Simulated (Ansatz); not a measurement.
# CF2 (SMILES F[C]F): methods side by side

The species is CF2 (3 atoms), meant as a singlet with charge 0. SMILES: `F[C]F`. The shape was relaxed beforehand at PBE0/def2-SVP.

```xyz
3

F     0.3157    0.9686    0.2810
C     0.3808   -0.3173    0.1745
F    -0.6965   -0.6514   -0.4554
```

Each level gives the dissociation energy of the C2–F1 bond into doublet CF and doublet F (shapes relaxed at PBE0/def2-SVP, no zero-point term) (eV). The values are calculated.

| level | kind | program | value (eV) | CPU time (all runs) |
| --- | --- | --- | --- | --- |
| HF/def2-TZVPP | Hartree–Fock | Ansatz | 3.39 | 1.1 s |
| SVWN5/def2-TZVPP | LDA | Ansatz | 6.80 | 1.4 s |
| PBE/def2-TZVPP | GGA | Ansatz | 5.70 | 3.4 s |
| r2SCAN/def2-TZVPP | meta-GGA | Ansatz | 5.40 | 4.7 s |
| B3LYP/def2-TZVPP | global hybrid | Ansatz | 5.27 | 2.8 s |
| CAM-B3LYP/def2-TZVPP | range-separated hybrid | Ansatz | 5.38 | 2.4 s |
| wB97M-V/def2-TZVPP | range-separated hybrid | Ansatz | 5.50 | 5.7 s |
| RPA@PBE/def2-TZVPP | RPA | Ansatz | 4.79 | 3.9 s |

The values span 3.39 to 6.80 eV. Hartree–Fock misses the correlation of the electron pair that is broken and comes out low. Measured bond enthalpies also hold zero-point and thermal terms, a few tenths of an eV less. CPU times are rough (shared hosts, several kinds of processor): they show what a rung costs within a factor of a few.

All levels describe a strong C–F bond, and the semilocal and hybrid functionals beyond LDA agree on 5.27 to 5.70 eV. The strength comes from a polar σ bond reinforced by donation from fluorine lone pairs into the formally empty carbon p orbital of the singlet carbene. Losing a fluorine atom removes both contributions from that bond, while the remaining CF radical keeps its own σ bond and part of the π interaction.

LDA lies well above the other values, probably because it treats the more inhomogeneous densities of the separated fragments less favourably than that of the molecule. The fall from LDA through GGA and meta-GGA to B3LYP does not continue through the range-separated hybrids, which both lie above B3LYP, and RPA falls below all the density functionals. The results therefore support a strong bond, but not a steady convergence with rising method complexity. Nor does the energy for removing the first fluorine establish the strength of the bond left in CF.
